## Question

A magnetic field across the bond of ClF calls up two responses that nearly cancel. Counted from the centre of mass, the diamagnetic part is about −1600 and the paramagnetic part about +1400, in units of $10^{-30}$ J/T², which are used throughout. In the larger basis sets some −230 remains. One per cent of the paramagnetic part is therefore about six per cent of what is left, and small differences between density functionals become visible.

Five functionals, used with the same basis set and geometry, have lost their labels:

Magnetisability, its anisotropy (root of half the summed squared differences of the principal values) and molar susceptibility of ClF, from PySCF 2.14.0 with GIAOs and density fitting, at the DFT level named in each row. All values are non-relativistic, for the gas phase at the PBE0-D3(BJ)/def2-SVP geometry, without vibrational averaging. Candidates: mPW1PW91/aug-pcSseg-2, B3LYP/aug-pcSseg-2, revPBE/aug-pcSseg-2, X3LYP/aug-pcSseg-2, PBE0/aug-pcSseg-2.

| row | magnetisability (1e-30 J/T^2) | magnetisability anisotropy (1e-30 J/T^2) | susceptibility (1e-6 cm^3/mol) |
| --- | --- | --- | --- |
| A | -322.6 | 288.60 | -19.430 |
| B | -322.7 | 289.20 | -19.430 |
| C | -326.3 | 276.80 | -19.650 |
| D | -326.8 | 278.00 | -19.680 |
| E | -322.0 | 290.60 | -19.390 |

Two labelled calculations serve as anchors. B3LYP in pcSseg-2, the same basis without its diffuse functions, gives a magnetisability of −327.5 and an anisotropy of 280.2. PW91 in the full basis gives −319.5 and 294.5. Assign the rows, and say how sure each assignment is.

## Model answer

**Recover the two components.** The susceptibility is the magnetisability in molar units and adds no clue. The other two columns fix the whole response of a linear molecule. Let $\xi$ be the magnetisability, which is the mean over the three directions, and $\Delta$ its anisotropy. The component along the bond is the more diamagnetic one, so for row A

$$\xi_\parallel=\xi-\tfrac23\Delta=-322.6-192.4=-515.0$$

$$\xi_\perp=\xi+\tfrac13\Delta=-322.6+96.2=-226.4$$

**Know what each component measures.** With the field along the bond, ClF behaves like a free argon atom: the electron cloud is symmetric about the field, and the response is purely diamagnetic. It grows with the mean square distance of the electrons from the axis, so $\xi_\parallel$ measures the width of the cloud. The analogy ends when the field stands across the bond. The field then mixes occupied with empty orbitals, and this gives the paramagnetic part of $\xi_\perp$.

**Find the groups.** Rows C and D form a pair, and A, B and E a trio. On average the trio has a $\xi_\parallel$ that is 3.9 more negative and a $\xi_\perp$ that is 8.1 less negative. In the mean these changes partly cancel, $(-3.9+2\times8.1)/3=4.1$, whereas in the anisotropy they add up to 12. The anisotropy is thus the better fingerprint.

**Place B3LYP.** Diffuse functions give the orbitals more freedom to respond to the field, so by the variational principle the paramagnetic part should grow. This is a guide and no strict bound, since the unperturbed orbitals change too. A further B3LYP calculation, not given in the question, shows the same trend when the basis is enlarged as a whole, not just by diffuse functions: $\xi_\perp$ weakens from −256.3 in pcSseg-1 to −234.1 in pcSseg-2. A further step in this direction leads to the trio, whereas the pair would mean no change in $\xi_\perp$ and a narrower cloud.

**Count the places.** X3LYP is built almost like B3LYP and should lie beside it, which leaves one free place in the trio. PBE0 and mPW1PW91 both mix a quarter of exact exchange into closely related functionals, so they should stay together and need two places. They must be the pair, and revPBE completes the trio. That suits its kinship with PW91, which also has no exact exchange and a still larger anisotropy.

**Look inside the groups.** E is probably revPBE, because its $\xi_\perp$ is the nearest to that of PW91 and because A and B resemble each other most. The evidence is thin: E is only 1.2 away from B, but 3.8 away from PW91. The order within C and D, and within A and B, can't be settled by these arguments.

The answer is therefore:

- C and D are PBE0 and mPW1PW91: well supported as a pair, order open.
- E is revPBE: probable.
- A and B are B3LYP and X3LYP: probable as a pair, order open.

The labels are:

The rows with their labels:

| level | magnetisability (1e-30 J/T^2) | magnetisability anisotropy (1e-30 J/T^2) | susceptibility (1e-6 cm^3/mol) |
| --- | --- | --- | --- |
| B3LYP/pcSseg-0 | -363.6 | 199.50 | -21.890 |
| B3LYP/pcSseg-1 | -341.4 | 255.30 | -20.560 |
| B3LYP/def2-SVPD | -330.1 | 284.60 | -19.880 |
| B3LYP/pcSseg-2 | -327.5 | 280.20 | -19.720 |
| PBE0/aug-pcSseg-2 | -326.8 | 278.00 | -19.680 |
| mPW1PW91/aug-pcSseg-2 | -326.3 | 276.80 | -19.650 |
| wB97X-D/aug-pcSseg-2 | -325.1 | 277.10 | -19.580 |
| B97-2/aug-pcSseg-2 | -325.0 | 276.20 | -19.570 |
| B3LYP/def2-TZVP | -324.7 | 279.10 | -19.550 |
| X3LYP/aug-pcSseg-2 | -322.7 | 289.20 | -19.430 |
| B3LYP/aug-pcSseg-2 | -322.6 | 288.60 | -19.430 |
| revPBE/aug-pcSseg-2 | -322.0 | 290.60 | -19.390 |
| CAM-B3LYP/aug-pcSseg-2 | -321.8 | 290.40 | -19.380 |
| PW91/aug-pcSseg-2 | -319.5 | 294.50 | -19.240 |

## Remarks on the reasoning

The groups are right, and so is E. The order within C and D, and within A and B, remains beyond the arguments used here, so a correct guess of it adds no support to them.

It is tempting to reason from exact exchange alone. This can be tested with a straight line for $\xi_\perp$ against the exact-exchange fraction, drawn through two labelled functionals, PW91 (no exact exchange) and B97-2 (0.21). For PBE0 (0.25), which had no part in the line, it gives

$$\xi_\perp=-221.3-(232.9-221.3)\times\frac{0.25}{0.21}=-235.1$$

The computed value is −234.1, so the rule looks good here. For B3LYP, however, it is too diamagnetic by 6.0 and for X3LYP by 7.2, which is most of the distance between the groups. The printed output after this text shows all five tests.

The gap between the highest occupied and the lowest empty orbital is no better as the only guide. A wide gap should hinder the mixing of orbitals and so reduce the paramagnetic part. Yet B97-2 and X3LYP both have gaps of 5.8 eV, and their paramagnetic parts differ by 14. Conversely, B3LYP and CAM-B3LYP have gaps of 5.6 and 8.9 eV, and their paramagnetic parts differ by only about 2. Theory offers a reason for this second case: exact exchange widens the gap, but it also couples the orbital responses in a way that offsets part of the widening.

B97-2 and X3LYP also contain nearly the same fraction of exact exchange, about a fifth. The difference between them must then come mainly from the rest of the functional, the part built from the density and its gradient. B3LYP, X3LYP and CAM-B3LYP share the LYP correlation functional and much of their exchange, and their values of $\xi_\perp$ lie within 1.4 of each other. That this common ingredient sets their paramagnetic part is a guess.

The same fingerprint can mislead when the basis changes. B3LYP in def2-TZVP has an anisotropy of 279.1, close to that of PBE0 in the table, although it is the functional of row A. Its magnetisability is only 2.1 from that of row A, because a narrower cloud and a weaker paramagnetic response partly cancel in the mean. For a neighbouring case the rule is this: a stronger paramagnetic response moves the anisotropy by its full amount and the mean by two thirds, while a cloud that widens about equally in all directions pulls the mean back and leaves the anisotropy almost unchanged. Functionals should therefore be compared in one basis, and by both components.

The analysis program printed:

```
Components in 1e-30 J/T^2 and orbital gap in eV:
                     row   axial  perpendicular  perp_diamagnetic  perp_paramagnetic  gap_eV
          B3LYP/pcSseg-0  -496.6         -297.1             -1610               1313   5.979
          B3LYP/pcSseg-1  -511.6         -256.3             -1610               1354   5.769
         B3LYP/def2-SVPD  -519.8         -235.2             -1618               1383    5.62
          B3LYP/pcSseg-2  -514.3         -234.1             -1614               1380   5.677
       PBE0/aug-pcSseg-2  -512.1         -234.1             -1612               1378   6.226
   mPW1PW91/aug-pcSseg-2  -510.8           -234             -1611               1377   6.243
    wB97X-D/aug-pcSseg-2  -509.8         -232.7             -1610               1377   10.09
      B97-2/aug-pcSseg-2  -509.1         -232.9             -1609               1376   5.829
         B3LYP/def2-TZVP  -510.8         -231.7             -1610               1378   5.671
      X3LYP/aug-pcSseg-2  -515.5         -226.3             -1617               1390    5.82
      B3LYP/aug-pcSseg-2    -515         -226.4             -1616               1390   5.629
     revPBE/aug-pcSseg-2  -515.7         -225.1             -1615               1390   3.345
  CAM-B3LYP/aug-pcSseg-2  -515.4           -225             -1617               1392   8.917
       PW91/aug-pcSseg-2  -515.8         -221.3             -1615               1394   3.299
Trio less pair, mean axial component (1e-30 J/T^2): -3.928
Trio less pair, mean perpendicular component (1e-30 J/T^2): 8.139
Trio less pair, mean magnetisability (1e-30 J/T^2): 4.117
Trio less pair, mean anisotropy (1e-30 J/T^2): 12.07
Trio less pair, perpendicular diamagnetic part (1e-30 J/T^2): -4.207
Trio less pair, perpendicular paramagnetic part (1e-30 J/T^2): 12.35
Pair less B3LYP/pcSseg-2, axial (1e-30 J/T^2): 2.817
Trio less B3LYP/pcSseg-2, axial (1e-30 J/T^2): -1.111
Pair less B3LYP/pcSseg-2, perpendicular (1e-30 J/T^2): 0.01667
Trio less B3LYP/pcSseg-2, perpendicular (1e-30 J/T^2): 8.156
Exchange rule less computed perpendicular component, PBE0 (1e-30 J/T^2): -1.01
Exchange rule less computed perpendicular component, mPW1PW91 (1e-30 J/T^2): -1.11
Exchange rule less computed perpendicular component, X3LYP (1e-30 J/T^2): -7.186
Exchange rule less computed perpendicular component, B3LYP (1e-30 J/T^2): -5.981
Exchange rule less computed perpendicular component, revPBE (1e-30 J/T^2): 3.8
revPBE less X3LYP, perpendicular (1e-30 J/T^2): 1.167
PW91 less revPBE, perpendicular (1e-30 J/T^2): 3.8
X3LYP less B97-2, perpendicular paramagnetic part (1e-30 J/T^2): 13.74
X3LYP less B97-2, orbital gap (eV): -0.009
PBE0 less mPW1PW91, anisotropy (1e-30 J/T^2): 1.2
X3LYP less B3LYP, anisotropy (1e-30 J/T^2): 0.6
B3LYP, aug-pcSseg-2 less def2-TZVP, magnetisability (1e-30 J/T^2): 2.1
B3LYP, aug-pcSseg-2 less def2-TZVP, anisotropy (1e-30 J/T^2): 9.5
```
